The gap in the table is the energy of the lowest empty state less that of the highest filled state, taken over the points of the mesh, for hexagonal diamond. It is a G0W0 gap: the PBE exchange and correlation of each state are replaced by exchange through the bare Coulomb interaction and a correlation energy that describes how the other electrons screen that interaction. The screening is stored as a matrix between reciprocal-lattice vectors $G$, each of which stands for a wave with the periodicity of the crystal. The sweep value is the largest energy $G^2$, in Ry with $G$ in inverse bohr, that a vector may have and still enter this matrix.

G0W0 gaps of hexagonal diamond from Yambo 5.3.0, with a plasmon-pole model, 208 bands and the Bruneval–Gonze terminator in the self-energy, on Quantum ESPRESSO PBE states (PseudoDojo 0.4.1 SR PBE standard potentials, 82 Ry wave cutoff, 4×4×3 k mesh). The sweep value is the cutoff of the screening matrix in Ry.

| sweep value | gap (eV) |
| --- | --- |
| 2 | 5.124 |
| 4 | 5.032 |
| 6 | 5.118 |
| 9 | 5.300 |
| 12 | 5.437 |
| 16 | 5.473 |

Only the size of the matrix changes from row to row. The PBE gap on the mesh stays at 4.272 eV and the exchange part is the same throughout, so the whole trend lies in the screened correlation. One limit applies to all six gaps: the mesh doesn't contain the point K, where the conduction band of this crystal has its minimum. The values therefore lie above the gap that the same method would give with K included, and a larger matrix can only lead to the limit for this mesh and this number of bands.

## A fall, then a long climb

A convergence curve is easiest to read when it approaches its end from one side. This one turns round: the gap falls by 0.09 eV from 2 to 4 Ry and then climbs by 0.44 eV up to 16 Ry. The smallest direct gap on the mesh, between states at the same point, does the same in the same calculations, with a fall of 0.28 eV and a rise of 0.36 eV. The turn is thus no quirk of one pair of states. It suggests two effects of opposite sign, one of which fades sooner than the other.

To see what they are, consider what happens when a single vector is admitted to the matrix. Before, the electrons did not respond to a wave of that length, and exchange acted through it at full strength. Afterwards they do respond, and this has two consequences. Exchange with the filled states is weakened, which raises the energy of a state. Each electron also pushes others away and gains energy from the hole that it makes, the Coulomb hole, which lowers the energy of a state.

In the static limit, where the response is taken as instantaneous, the two consequences combine into a short formula. Let $w(G)$ be the strength of the newly admitted screening, counted as positive. Let $S_n(G)$ be the share of state $n$ that ends up among the filled states when the state is multiplied by the wave $G$. The energy of the state then shifts by

$$\Delta E_n = w(G)\left[S_n(G)-\tfrac12\right],$$

where the first term is the weakened exchange and the second the Coulomb hole. The gap shifts by the difference between the conduction edge $c$ and the valence edge $v$, which is $w(G)\,[S_c(G)-S_v(G)]$.

## The two limiting cases

For a very long wave, multiplication hardly alters a state. A filled state stays among the filled ones and an empty state among the empty ones, so $S_v$ is close to 1 and $S_c$ close to 0. Screening such a wave raises the valence edge, lowers the conduction edge and closes the gap. The longest waves are screened in every row, because $G=0$ is always in the matrix and is combined with each point of the mesh. The sweep admits shorter ones, which may still connect the valence edge to other filled states better than they do the conduction edge. Where they do, they close the gap too, though less strongly.

For a very short wave, multiplication throws either state far up among the empty ones. Both shares vanish, both edges sink by the same $w/2$, and the gap doesn't move. What remains is a finer effect, which comes from pairs of different vectors in the matrix. Together these pairs tell the calculation where in the cell the Coulomb hole is deep.

The hole is deep where there are many electrons to push away, and in diamond that means in the bonds. The valence edge is a bonding state and has its density there, whereas the conduction edge is expected to be mainly antibonding, with little density in the middle of the bond. Sharper resolution of the hole therefore lowers the valence edge more than the conduction edge, and the gap opens. This effect needs many short waves, so it builds up slowly and lasts long after the first has faded.

A larger matrix also alters the screening of the waves that it already held, which the short formula leaves out. The table shows only the sum of all this; the separation into two effects is argued from theory, not computed. The order of events agrees with the argument, since closing comes first and opening later.

## Why the first row is out of line

The first row has a peculiarity that can be read from the shape of the cell. The cell is long along the hexagonal axis and short across it, so the shortest vector along the axis has an energy of only 0.65 Ry, while the shortest one in the plane has 2.3 Ry. At 2 Ry the matrix holds just three vectors, all of them on the axis. Among variations with the period of the cell, the electrons can then respond to those along the axis but not to those across it. Only longer waves are still screened in every direction.

At 4 Ry there are 23 vectors, and 18 of the 20 new ones have a component in the plane. If most of them are still long enough for the exchange effect to win, the gap should fall, as it does. That the fall is due to these in-plane waves is a likely reading, but an untested one. In any case the first row describes a crystal that screens in one direction only at this scale, and it should not be used as the start of a convergence curve.

The row also sets a trap. Its gap differs from that at 6 Ry by only 6 meV, and someone who compared these two settings alone would call the calculation converged. Yet the gap at 6 Ry is more than a third of an eV below that at 16 Ry. The direct gap gives the accident away, since it differs by 0.21 eV between the same two rows.

## How fast the climb dies out

The opening effect has a simple law for short waves. The response of the electrons to a wave falls off as $1/G^2$, because the wave must lift an electron by an energy that grows as $G^2$. The Coulomb interaction enters twice, once to cause the response and once to feel it, and each time brings a further $1/G^2$. The contribution of a vector therefore falls as $1/G^6$. The pairs that open the gap follow the same power, when both vectors are short waves and the difference between them is held fixed. A response that takes time, as in the actual calculation, changes the prefactor but not this power.

The error of a finite matrix is the sum over all vectors left out. Their number in a thin shell grows as $G^2\,dG$, so that

$$\text{error}\propto\int_{G_{\max}}^{\infty}\frac{G^2\,dG}{G^6}\propto\frac{1}{G_{\max}^3}\propto\frac1N,$$

where $N$ is the number of vectors in the matrix. Twice as many vectors should halve the error. In terms of the sweep value, that takes a factor of about 1.6.

Counting the vectors also explains part of the unevenness of the steps in the table. They enter in groups of equal length: the climb from 4 to 6 Ry brings in 14 of them, and the climb from 6 to 9 Ry, the largest of all, brings in 30. Both add about 6 meV per vector, so the second is larger because it admits more of them. After that each new vector counts for less, with 3 meV in the next step and 1 meV in the last.

A least-squares line through the four rows from 6 Ry upwards gives

$$E_{\text{gap}}\approx 5.59\ \text{eV}-\frac{17.7\ \text{eV}}{N}.$$

The two lower rows were left out because the law contains no exchange effect. For the last step, $N$ goes from 111 to 147, and the formula gives $17.7\times(1/111-1/147)\approx0.039$ eV. The table has 0.036 eV. The two steps before it fit less well: the formula makes the one from 6 to 9 Ry too large and the next one too small, each by about 0.03 eV. All four rows belong to the fit, so the law is roughly compatible with the tail, but it hasn't been shown to predict it.

The line meets its four rows to within about 0.02 eV. Carried down to 4 Ry it gives 4.82 eV, which is 0.21 eV too low, and at 2 Ry it is useless. A law for short waves can't be expected to hold where long ones decide.

## Where the end lies

The formula puts the limit about 0.11 eV above the last row. That distance is uncertain. If the error is instead assumed to fall as one over the sweep value, a line through the same four rows fits about as well overall, though it makes the last step about twice as large as it is, and it puts the limit 0.23 eV above the last row. Four points can't decide between the two forms. What they do tell is that an error of one or two tenths of an eV at 16 Ry is quite possible, although the last step is only 36 meV.

This changes how a convergence bound should be read. The setting of 12 Ry is the cheapest that stays within 50 meV of the 16 Ry result, but it need not be within 50 meV of the limit. For a bound of 10 meV the study returns 16 Ry, which is simply the reference compared with itself. A small last step means a small remaining error only if the later steps shrink quickly, and a $1/N$ tail shrinks slowly.

Brute force is a poor remedy. With the fitted law, an error of 10 meV would need $17.7/0.010\approx1800$ vectors, about twelve times as many as in the last row. This is an order of magnitude only, but it shows why an extrapolation is worth the trouble.

## What to do about it

Start the convergence curve only where the matrix holds vectors in all directions and the gap has reached its turning point. Here that means from 4 Ry upwards for a look at the trend, and from 6 Ry upwards for an extrapolation. Plot the gap against $1/N$ rather than against the sweep value, and add larger matrices until the points lie on a line. Follow a second gap as well, because two gaps seldom agree by accident at the same pair of settings.

Raise the number of bands together with the matrix. To respond to a wave $G$, electrons need empty states with a kinetic energy of about $G^2$. A free-electron count for this cell puts the top of the 208 bands near 19 Ry, only a little above the largest matrix used. Beyond that, new vectors would find few states to respond with, and the gap would level off for the wrong reason. The filled states have momentum of their own, which spreads the energies needed, so the shortage may already touch the last row. The small last step and the fitted limits could then be partly an effect of the fixed number of bands, which these runs don't test.

For a related crystal, two questions give the likely course. The first is whether the next vectors still link the valence edge to filled states more strongly than they link the conduction edge to them; as long as they do, the gap tends to close. The second is which edge sits where the electrons are densest. If it is the valence edge, as in these bonds, the late part of the curve should climb, and a gap from a small matrix is then likely to be too low.
